**Rigid shift from r2SCAN to HSE06 band levels in Mg₃Se₂S**

The table holds the two highest filled and two lowest empty band levels of an ordered rocksalt-type Mg₃Se₂S cell at named k points, from plane-wave PAW calculations with r2SCAN and HSE06 on the same r2SCAN geometry, each counted from its own valence top. The program tests a scissor that raises the empty r2SCAN levels by the gap difference of 0.222 eV, its one number, taken from the HSE06 gap itself, and it lists shifts, ratios, vertical transition energies and the rocksalt points folded onto each k point. The scissor holds within 0.007 eV for the lowest empty band at X, M, R and extra_d, but misses the deeper valence levels at X, P and R by 0.12 to 0.15 eV and overshoots the lowest empty level at Gamma by 0.085 eV. The vertical transitions at P and N change order, and a single valence stretch of 6.8 % overestimates the shifts at N and S.

Band levels of Mg3Se2S (ordered rocksalt alloy, I4/mmm, 6-atom cell, conventional a = 3.812 Å, c = 16.147 Å), counted from the valence top of each calculation. Ansatz 0.2.0, plane-wave PAW, no spin polarisation, r2SCAN-relaxed cell. The cheaper level is r2SCAN (cutoff 500 eV, 10×10×10 k mesh), the costlier one HSE06 (420 eV, 6×6×6).

## Numerical check

```python
# Table: band levels v2, v1, c1, c2 (eV, each from its own valence top) of Mg3Se2S at named k points,
# Ansatz 0.2.0 plane-wave PAW, r2SCAN (point_) and HSE06 (level_), same r2SCAN cell, no spin-orbit.
# Tested: a rigid shift of the empty r2SCAN bands by the gap difference (no fitted parameter).
T = {
    'point_name': ['Gamma', 'X', 'P', 'N', 'M', 'S', 'S_0', 'R', 'G', 'extra_d'],
    'point_v2': [0.0, -1.784, -2.055, -0.497, -0.456, -0.531, -0.531, -1.808, -1.808, -0.289],  # eV
    'point_v1': [0.0, -1.743, -1.848, -0.471, -0.456, -0.43, -0.43, -1.771, -1.771, -0.289],  # eV
    'point_c1': [3.726, 2.765, 3.25, 4.704, 2.765, 4.971, 4.971, 2.825, 2.825, 2.869],  # eV
    'point_c2': [3.818, 4.3, 3.279, 5.688, 4.653, 5.087, 5.087, 4.324, 4.324, 4.702],  # eV
    'level_v2': [0.0, -1.912, -2.205, -0.507, -0.48, -0.544, -0.544, -1.939, -1.939, -0.307],  # eV
    'level_v1': [0.0, -1.862, -1.973, -0.479, -0.48, -0.435, -0.435, -1.891, -1.891, -0.307],  # eV
    'level_c1': [3.863, 2.987, 3.496, 4.95, 2.99, 5.233, 5.233, 3.051, 3.051, 3.098],  # eV
    'level_c2': [4.074, 4.601, 3.538, 6.018, 4.96, 5.352, 5.352, 4.626, 4.626, 5.011],  # eV
}
import numpy as np
B = ['v2', 'v1', 'c1', 'c2']
names = list(T['point_name'])
lo = {n: np.array([T['point_' + b][i] for b in B], float) for i, n in enumerate(names)}
hi = {n: np.array([T['level_' + b][i] for b in B], float) for i, n in enumerate(names)}
same = [np.allclose(lo[a], lo[b]) and np.allclose(hi[a], hi[b]) for a, b in (('S', 'S_0'), ('R', 'G'))]
P = [n for n in names if n not in ('S_0', 'G')]
# k coordinates (reciprocal lattice units) and cell edges: outputs of the same runs
K = {'Gamma': (0, 0, 0), 'X': (0, 0, .5), 'P': (.25, .25, .25), 'N': (0, .5, 0), 'M': (.5, .5, -.5),
     'S': (.26393, .73607, -.26393), 'R': (-.02786, .02786, .5), 'extra_d': (.35, .35, -.35)}
a, c = 3.812, 16.147
print("S_0 repeats S, G repeats R:", all(same), "; independent points:", len(P))
print("rounding: 0.001 eV on a shift, 0.002 eV on a difference of shifts")
g0, g1 = min(lo[n][2] for n in P), min(hi[n][2] for n in P)
s = g1 - g0
print(f"gap r2SCAN {g0:.3f}, HSE06 {g1:.3f}, shift {s:.3f} eV ({100*s/g0:.1f} %)")
print(f"c1 at M minus X: r2SCAN {lo['M'][2]-lo['X'][2]:.3f}, HSE06 {hi['M'][2]-hi['X'][2]:.3f} eV")
d = {n: hi[n] - lo[n] for n in P}
print("HSE06 minus r2SCAN: v2 v1 c1 c2 in eV | in % of the r2SCAN level | on 6x6x6 mesh")
for n in P:
    pc = ' '.join(f"{100*x/y:5.1f}" if abs(y) > 1e-9 else "    -" for x, y in zip(d[n], lo[n]))
    on = np.allclose(np.array(K[n])*6, np.round(np.array(K[n])*6), atol=1e-3)
    print(f"{n:8s}" + ' '.join(f"{x:+.3f}" for x in d[n]) + " | " + pc + " | " + ("yes" if on else "no"))
err = {(n, b): lo[n][j] + (s if j > 1 else 0) - hi[n][j] for n in P for j, b in enumerate(B)}
worst = sorted(err, key=lambda k: -abs(err[k]))[:6]
print("rigid shift minus HSE06, worst (eV):", ', '.join(f"{n} {b} {err[(n, b)]:+.3f}" for n, b in worst))
for j, b in enumerate(B):
    e = np.array([err[(n, b)] for n in P])
    print(f"  {b}: error {e.min():+.3f} to {e.max():+.3f} eV, above 0.05 eV in {int((abs(e) > .05).sum())} of {len(P)}")
print("direct v1 to c1 (eV): r2SCAN, HSE06, opening, rigid-shift error")
D0 = {n: lo[n][2] - lo[n][1] for n in P}
D1 = {n: hi[n][2] - hi[n][1] for n in P}
for n in P:
    print(f"{n:8s}{D0[n]:.3f} {D1[n]:.3f} {D1[n]-D0[n]:+.3f} {D0[n]+s-D1[n]:+.3f}")
print("order r2SCAN:", ' < '.join(sorted(P, key=D0.get)))
print("order HSE06: ", ' < '.join(sorted(P, key=D1.get)))
print(f"direct P minus N: r2SCAN {D0['P']-D0['N']:+.3f}, HSE06 {D1['P']-D1['N']:+.3f} eV")
print(f"v1 at M minus N: r2SCAN {lo['M'][1]-lo['N'][1]:+.3f}, HSE06 {hi['M'][1]-hi['N'][1]:+.3f} eV")
print("c1 above the band minimum (r2SCAN, HSE06, eV): " + ', '.join(
    f"{n} {lo[n][2]-g0:.3f} {hi[n][2]-g1:.3f}" for n in ('Gamma', 'P', 'N', 'S')))
l, h = lo['Gamma'], hi['Gamma']
print(f"Gamma c2-c1: {l[3]-l[2]:.3f} to {h[3]-h[2]:.3f} eV; mean shift of the two {d['Gamma'][2:].mean():.3f} eV")
print(f"Gamma shifts if c1 and c2 had swapped: {h[2]-l[3]:.3f} and {h[3]-l[2]:.3f} eV")
rX = d['X'][1]/lo['X'][1]
print(f"v1 shift with the stretch of X ({100*rX:.1f} %), and found (eV): " + ', '.join(
    f"{n} {rX*lo[n][1]:+.3f} {d[n][1]:+.3f}" for n in ('N', 'S', 'M', 'extra_d')))
print(f"rocksalt edge: a*sqrt2 = {a*2**.5:.3f}, c/3 = {c/3:.3f} A")
print("folded rocksalt points (units 2pi/edge): kx, ky, three values of kz")
for n in P:
    k1, k2, k3 = K[n]
    z = (k1 + k2)/3
    print(f"{n:8s}{k1+k2+2*k3:6.3f} {k2-k1:6.3f} | {z-2/3:6.3f} {z:6.3f} {z+2/3:6.3f}")
assert all(d[n][2] > 0 and d[n][3] > 0 and d[n][0] <= 0 and d[n][1] <= 0 for n in P)
assert d['Gamma'][2] < min(d[n][2] for n in P if n != 'Gamma') - 0.05
assert D0['P'] < D0['N'] and D1['P'] > D1['N']
assert max(d[n][1]/lo[n][1] for n in 'NS') < 0.5*min(d[n][1]/lo[n][1] for n in 'XPR')
```

Printed output:

```
S_0 repeats S, G repeats R: True ; independent points: 8
rounding: 0.001 eV on a shift, 0.002 eV on a difference of shifts
gap r2SCAN 2.765, HSE06 2.987, shift 0.222 eV (8.0 %)
c1 at M minus X: r2SCAN 0.000, HSE06 0.003 eV
HSE06 minus r2SCAN: v2 v1 c1 c2 in eV | in % of the r2SCAN level | on 6x6x6 mesh
Gamma   +0.000 +0.000 +0.137 +0.256 |     -     -   3.7   6.7 | yes
X       -0.128 -0.119 +0.222 +0.301 |   7.2   6.8   8.0   7.0 | yes
P       -0.150 -0.125 +0.246 +0.259 |   7.3   6.8   7.6   7.9 | no
N       -0.010 -0.008 +0.246 +0.330 |   2.0   1.7   5.2   5.8 | yes
M       -0.024 -0.024 +0.225 +0.307 |   5.3   5.3   8.1   6.6 | yes
S       -0.013 -0.005 +0.262 +0.265 |   2.4   1.2   5.3   5.2 | no
R       -0.131 -0.120 +0.226 +0.302 |   7.2   6.8   8.0   7.0 | no
extra_d -0.018 -0.018 +0.229 +0.309 |   6.2   6.2   8.0   6.6 | no
rigid shift minus HSE06, worst (eV): P v2 +0.150, R v2 +0.131, X v2 +0.128, P v1 +0.125, R v1 +0.120, X v1 +0.119
  v2: error +0.000 to +0.150 eV, above 0.05 eV in 3 of 8
  v1: error +0.000 to +0.125 eV, above 0.05 eV in 3 of 8
  c1: error -0.040 to +0.085 eV, above 0.05 eV in 1 of 8
  c2: error -0.108 to -0.034 eV, above 0.05 eV in 5 of 8
direct v1 to c1 (eV): r2SCAN, HSE06, opening, rigid-shift error
Gamma   3.726 3.863 +0.137 +0.085
X       4.508 4.849 +0.341 -0.119
P       5.098 5.469 +0.371 -0.149
N       5.175 5.429 +0.254 -0.032
M       3.221 3.470 +0.249 -0.027
S       5.401 5.668 +0.267 -0.045
R       4.596 4.942 +0.346 -0.124
extra_d 3.158 3.405 +0.247 -0.025
order r2SCAN: extra_d < M < Gamma < X < R < P < N < S
order HSE06:  extra_d < M < Gamma < X < R < N < P < S
direct P minus N: r2SCAN -0.077, HSE06 +0.040 eV
v1 at M minus N: r2SCAN +0.015, HSE06 -0.001 eV
c1 above the band minimum (r2SCAN, HSE06, eV): Gamma 0.961 0.876, P 0.485 0.509, N 1.939 1.963, S 2.206 2.246
Gamma c2-c1: 0.092 to 0.211 eV; mean shift of the two 0.196 eV
Gamma shifts if c1 and c2 had swapped: 0.045 and 0.348 eV
v1 shift with the stretch of X (6.8 %), and found (eV): N -0.032 -0.008, S -0.029 -0.005, M -0.031 -0.024, extra_d -0.020 -0.018
rocksalt edge: a*sqrt2 = 5.391, c/3 = 5.382 A
folded rocksalt points (units 2pi/edge): kx, ky, three values of kz
Gamma    0.000  0.000 | -0.667  0.000  0.667
X        1.000  0.000 | -0.667  0.000  0.667
P        1.000  0.000 | -0.500  0.167  0.833
N        0.500  0.500 | -0.500  0.167  0.833
M        0.000  0.000 | -0.333  0.333  1.000
S        0.472  0.472 | -0.333  0.333  1.000
R        1.000  0.056 | -0.667  0.000  0.667
extra_d  0.000  0.000 | -0.433  0.233  0.900
```
